The point nucleus in the partial-wave Dirac–Coulomb Green function

Conventions and the point-nucleus result

Units are ħ = c = m = 1: energies in mc², lengths in ħ/mc = 386.16 fm. The Green function is G(E) = (E − H)⁻¹. A partial wave is ψ = r⁻¹(P Ω_κμ, iQ Ω_−κμ) with (σ·r̂)Ω_κμ = −Ω_−κμ, and φ = (P, Q)ᵀ obeys

P′ = −κP/r + (E − V + 1)Q, Q′ = −(E − V − 1)P + κQ/r. (1)

For V = −z/r, z = Zα, define c = √(1 − E²) with Re c > 0, x = 2cr, ν = zE/c, a = z/c and γ = √(κ² − z²); then ν² + κ² − a² = γ². The substitution P = √(1+E)(u + v), Q = √(1−E)(u − v) turns (1) into

x du/dx = (x/2 − ν)u − (κ + a)v, x dv/dx = −(κ − a)u − (x/2 − ν)v,

and elimination shows that √x u and √x v obey Whittaker's equation with second index γ and first index ν − ½ and ν + ½. The leading terms at x → 0 and x → ∞ fix the relative coefficients:

φ⁰: u = (γ − ν) x^(−½) M_{ν−½,γ}(x), v = −(κ − a) x^(−½) M_{ν+½,γ}(x),
φ^∞: u = (κ + a) x^(−½) W_{ν−½,γ}(x), v = x^(−½) W_{ν+½,γ}(x). (2)

The Wronskian w = P⁰Q^∞ − Q⁰P^∞ = −2c(u⁰v^∞ − v⁰u^∞) is constant, and the large-x forms give w = −2c Γ(1 + 2γ)/Γ(γ − ν). The derivative term of E − H is J d/dr with J = [[0, 1], [−1, 0]], so J times the jump of G at r = r′ must be the unit matrix. This is met by

G_κ(E; r, r′) = φ⁰(r) φ^∞(r′)ᵀ/w for r < r′, φ^∞(r) φ⁰(r′)ᵀ/w for r > r′. (3)

The poles of Γ(γ − ν) lie at ν = γ + n_r and give the Sommerfeld formula E = [1 + z²/(n_r + γ)²]^(−½). At n_r = 0 one has a = |κ|, so for κ > 0 both coefficients of φ⁰ vanish and cancel the pole, which is why there is no 1p½ level. On the imaginary axis E = iω, c = √(1 + ω²) is real, ν is imaginary with |ν| < z, and G(−iω) = G(iω)*. This is the axis along which the vacuum-polarisation loop is integrated.

Where the point nucleus enters

The form −z/r is used twice. It makes (1) a Whittaker problem, and for a spherical charge that ends at radius R this remains exact for all r > R. It also supplies the boundary condition at the origin, and this use fails. Near r = 0 the Coulomb equations have two Frobenius solutions, normalised as

χ± = r^(±γ)[(1, q±)ᵀ + O(r)], q± = (κ ± γ)/z, q₊q₋ = 1,

with Wronskian P₊Q₋ − Q₊P₋ = q₋ − q₊ = −2γ/z. Choosing M_{·,γ} in (2) discards χ₋, which for γ > ½ is not square integrable at the origin. An extended nucleus removes the origin from the Coulomb region, and nothing then forbids an admixture of χ₋ outside it. The function φ^∞ is fixed at infinity and is unchanged for r > R.

Exact form of the change outside the nucleus

For r > R the regular solution can be written φ⁰ + ηφ^∞. Its Wronskian with φ^∞ is still w, so (3) gives, with no approximation,

δG(r, r′) = (η/w) φ^∞(r) φ^∞(r′)ᵀ, r, r′ > R. (4)

The change is separable and has no jump at r = r′. To isolate the nuclear information, write the same regular solution as a multiple of χ₊ + εχ₋, and let φ⁰ = Nχ₊, φ^∞ = A₋(χ₋ + bχ₊). The connection formula

W_{k,γ} = Γ(−2γ) M_{k,γ}/Γ(½ − γ − k) + Γ(2γ) M_{k,−γ}/Γ(½ + γ − k),

applied to v in (2), together with the leading term √(1+E)(2cr)^(±γ)(±γ − κ + t) of P for the solution φ⁰ and its copy with γ → −γ, gives

b(E) = (2c)^(2γ) [Γ(−2γ)Γ(γ − ν)]/[Γ(2γ)Γ(−γ − ν)] · (γ − κ + t)/(−γ − κ + t), t = a − ν. (5)

Comparing coefficients, ε = ηA₋/(N + ηA₋b), so η = εN/[A₋(1 − εb)], and w = NA₋(q₋ − q₊). With φ̂ = χ₋ + bχ₊,

δG(r, r′) = −(z/2γ) ε (1 − εb)⁻¹ φ̂(r) φ̂(r′)ᵀ. (6)

The nucleus appears only through ε. If ρ = Q/P is the ratio at R of the solution regular inside the nucleus, continuity gives ε = −(Q₊ − ρP₊)/(Q₋ − ρP₋) at r = R.

The first correction

For R ≪ 1 and |E|R ≪ 1 the potential, of order z/R, dominates the mass and the energy inside the nucleus. Dropping them, ρ becomes a pure number ρ₀(z) set by the shape of the charge, χ± reduce to their leading terms, and

ε₀ = −C R^(2γ), C = (q₊ − ρ₀)/(q₋ − ρ₀). (7)

This coefficient does not depend on E. To first order in it,

δG = (zC/2γ) R^(2γ) φ̂(r) φ̂(r′)ᵀ, δG_ii(r, r)/G_ii(r, r) = ε₀[b + χ₋,i(r)/χ₊,i(r)]. (8)

For a charged shell, V = −z/R inside, where R is then the root-mean-square radius. The massless zero-energy solution for κ < 0 is P ∝ r j_l(zr/R), l = |κ| − 1, and ρ₀ = −j_{l+1}(z)/j_l(z). For κ = −1 this is ρ₀ = cot z − 1/z ≈ −z/3. With q₊ ≈ −z/2 and q₋ ≈ −2/z, C → z²/12 at small z; for general κ < 0, C → z²/[4κ²(2|κ| + 1)].

Perturbation theory in δV = V + z/r yields the same power but not the same coefficient. From (1), the Wronskian of χ₊ with the true regular solution φ has the derivative δV χ₊ᵀφ. With φ = χ₊ + εχ₋ outside, ε(q₋ − q₊) = ∫₀^R δV χ₊ᵀφ dr exactly. The term G δV G replaces φ by χ₊, and for the shell

C_Born = (z/2γ)(1 + q₊²) ∫₀¹ y^(2γ) z(1/y − 1) dy = z²(1 + q₊²)/[4γ²(2γ + 1)].

Since δV R is of order z whatever R is, every higher Born term contributes to ε at the same order R^(2γ) and is smaller only by powers of z². The matching formula (7) sums them.

Waves with κ > 0 need no separate work. The map (P, Q) → (Q, −P) sends (1) into itself with κ → −κ and the sign of the mass reversed. The mass does not enter (7), so the p½ wave (κ = +1), with χ± normalised on the lower component, has the same ε₀ as the s½ wave, and its G₂₂ plays the part of G₁₁. For bound levels the size shift of 2p½ is smaller than that of 2s by a factor of order z², because the lower component is small there. On the imaginary axis |√(1−E)| = |√(1+E)|, that smallness is absent, and for ω ≫ 1 the two waves are corrected alike.

The poles confirm the normalisation. They move to εb(E) = 1. Near 1s (κ = −1, E = γ, c = z, ν = γ, t = 1 − γ), Γ(γ − ν) ≈ 1/(γ − ν), the factors Γ(−2γ) and Γ(−γ − ν) cancel, and dν/dE = z/c³ = 1/z². Hence

δE_1s = −ε (1 + γ)(2z)^(2γ)/Γ(2γ), (9)

which for small z becomes (2/3)z⁴R², the nonrelativistic shift (2π/3) z R² |ψ(0)|² with |ψ(0)|² = z³/π.

The coefficient for Cu²⁸⁺

For Z = 29, z = 0.21162 and γ = 0.97735 for |κ| = 1. As a given input take a typical root-mean-square charge radius of about 3.88 fm, so R = 0.010048 and R^(2γ) = 1.2435 × 10⁻⁴. Then q₊ = −0.10702, q₋ = −9.3437, ρ₀ = −0.07075, and

C = 3.911 × 10⁻³, ε₀ = −4.864 × 10⁻⁷.

The small-z form z²/12 is 3.732 × 10⁻³, and C_Born = 4.012 × 10⁻³ is too large by 2.6 per cent.

The shape of the charge matters little. For a uniform sphere of radius R₀ = √(5/3) R = 5.01 fm, with y = r/R₀ and U = z(3 − y²)/2, the massless ratio obeys (y²ρ)′ = −y²U(1 + ρ²). Iteration gives ρ₀ = −(2/5)z − 0.0425 z³ − 0.00665 z⁵ = −0.08505, and the coefficient referred to the same R, (5/3)^γ (q₊ − ρ₀)/(q₋ − ρ₀), is 3.909 × 10⁻³, lower than for the shell by 0.06 per cent.

The terms dropped in (7) start at relative order R. For the shell with κ = −1 the exact interior ratio is ρ = (K cot K − 1)/[z + (1 + E)R], K² = [z + (E − 1)R][z + (E + 1)R], whose term linear in R has the coefficient −E(1 + ρ₀²) − (1 + 2E)ρ₀/z. For χ±, the Riccati equation that follows from (1) gives Q/P = q± + σ± r with σ± = [(1 − E) − (1 + E)q±²]/(1 ± 2γ), and P = r^(±γ)[1 + p± r] with p± = (1 + E)q± + zσ±. Inserting these in the matching condition, the individually large terms of order 1/z cancel and for Z = 29

ε = ε₀[1 − 0.117(1 + 2E)R + O(c²R²)].

For κ = +1 the bracket contains 2E − 1, of the same modulus on the imaginary axis. The linear term amounts to 0.26 per cent at ω = 1 and 2.4 per cent at ω = 10, where c²R² = 0.010 is no longer far behind. The expansion fails as ω approaches 1/R = 99.5, about 51 MeV; equation (6) with the exact ε continues to hold there.

Size on the imaginary axis

At ω = 0 the functions are elementary in Bessel terms. There c = 1, ν = 0, t = z, the series of χ± sum to modified Bessel functions, and (5) reduces to b = −q₋ 2^(−2γ) Γ(½ − γ)/Γ(½ + γ) = −9.678 for κ = −1. Equation (8) becomes

δG₁₁/G₁₁ = ε₀ b (2/π) cos(πγ) [K_{γ−½}(r) − q₊K_{γ+½}(r)]/[I_{γ−½}(r) + q₊I_{γ+½}(r)].

At ω = 1, c = √2, ν = 0.1496 i and b = −105.2 + 74.0 i. The product |ε₀b| is 6.3 × 10⁻⁵, so the factor (1 − εb)⁻¹ in (6) may be dropped; it is much smaller than the term linear in R. Summing the series for χ± gives the relative changes of the diagonal elements at r = r′ for κ = −1:

ω = 0, r = 0.1: δG₁₁/G₁₁ = −8.2 × 10⁻⁵, δG₂₂/G₂₂ = −5.6 × 10⁻³
ω = 0, r = 1: δG₁₁/G₁₁ = −1.8 × 10⁻⁶, δG₂₂/G₂₂ = +1.4 × 10⁻⁵
ω = 1, r = 0.1: δG₁₁/G₁₁ = (−7.6 − 4.3 i) × 10⁻⁵, δG₂₂/G₂₂ = (−4.7 + 1.9 i) × 10⁻³
ω = 1, r = 1: δG₁₁/G₁₁ = (−0.6 − 1.2 i) × 10⁻⁶, δG₂₂/G₂₂ = (1.5 + 5.4 i) × 10⁻⁶

The point r = 0.1 is 38.6 fm, about ten nuclear radii; r = 1 is still well inside the Bohr radius of the ion, 1/z = 4.73.

Three features of these numbers follow from (8). First, the lower diagonal element changes far more than the upper one at short distance. Its ratio tends to ε₀ r^(−2γ) q₋/q₊, and q₋/q₊ = 87.3 ≈ 4/z² removes the factor z² from C. At the surface the leading estimate is −Cq₋/q₊ = −0.34, a change of order unity that tends to −1/3 for small z: the point-nucleus ratio Q/P = −z/2 is replaced by −z/3. The sign change of δG₂₂/G₂₂ at ω = 0 comes from a node of Q₊ between the two radii, near which the ratio diverges while δG₂₂ itself stays smooth.

Second, the naive estimate ε₀ r^(−2γ) for G₁₁ is −4.4 × 10⁻⁵ at r = 0.1, about half the true value. The upper component of χ₋ is the small one, and its linear coefficient p₋, equal to 9.79 at ω = 0, is of order 2/z. The pure power law for G₁₁ therefore holds only for r ≪ z/2.

Third, beyond r ≈ 1/c the ratio falls essentially as e^(−2cr), the quotient of W and M. Because c ≥ 1 on the imaginary axis, the correction is confined to about a Compton wavelength at every ω, and to a range 1/ω at large ω, where (2c)^(2γ) in (5) makes it grow as (ωR)^(2γ) at fixed ωr.

Higher partial waves are much less affected. For κ = −2, γ = 1.98877 and C = 5.7 × 10⁻⁴, and the short-distance estimate C(R/r)^(2γ) at r = 0.1 is 6 × 10⁻⁸, nearly three orders of magnitude below the same estimate for κ = −1. Outside the nucleus the correction belongs almost wholly to |κ| = 1.

The imaginary axis also keeps the expansion in ε uniform. Equation (9) gives δE_1s = 1.82 × 10⁻⁷, or 0.093 eV, for the shell model of Cu²⁸⁺, against 0.069 eV from the nonrelativistic formula and a binding energy (1 − γ)mc² = 11.57 keV. At real energies within a few δE of the level, εb is of order one and (8) is useless. At E = iω the distance to the pole is √(ω² + γ²) ≥ γ, and the shift changes the denominator of the 1s pole term by a fraction of at most 1.9 × 10⁻⁷. This is well below every entry of the table: the change of G(iω) near the nucleus comes from the altered amplitudes of the states there, those of both continua included, and hardly at all from the displacement of the ground level.

Effects of rival size

Two other departures from the static point Coulomb field compete with the nuclear size in this ion. With an approximate nuclear mass of 63 u, m/M = 8.7 × 10⁻⁶, and the reduced-mass shift of 1s, (m/M)(z²/2)mc², is 0.10 eV, as large as the size shift. Recoil changes G by a fraction of order m/M and is not tied to the neighbourhood of the nucleus, so it exceeds δG₁₁/G₁₁ at r = 1 but not at r = 0.1. The Uehling potential has the volume integral −4αz/15, which gives the leading nonrelativistic 1s shift −(4α/15π)z⁴mc² = −0.63 eV. In the Furry picture both are usually carried by separate terms of the perturbation series, whereas the charge radius belongs to the external field and so to G itself.

Within the shell model with the radius assumed above, the point-nucleus propagator of Cu²⁸⁺ at E = iω with ω ≤ 1 is thus good to a few parts in 10³ in G₂₂ and to about 10⁻⁴ in G₁₁ at ten nuclear radii, and to about 10⁻⁵ at one Compton wavelength. These figures are the model's and scale as R^(2γ), so a one per cent change of the radius moves them by about two per cent. For arguments inside the nucleus no small parameter remains for the ratio Q/P, and φ⁰ in (3) must be replaced by the interior solution matched at R.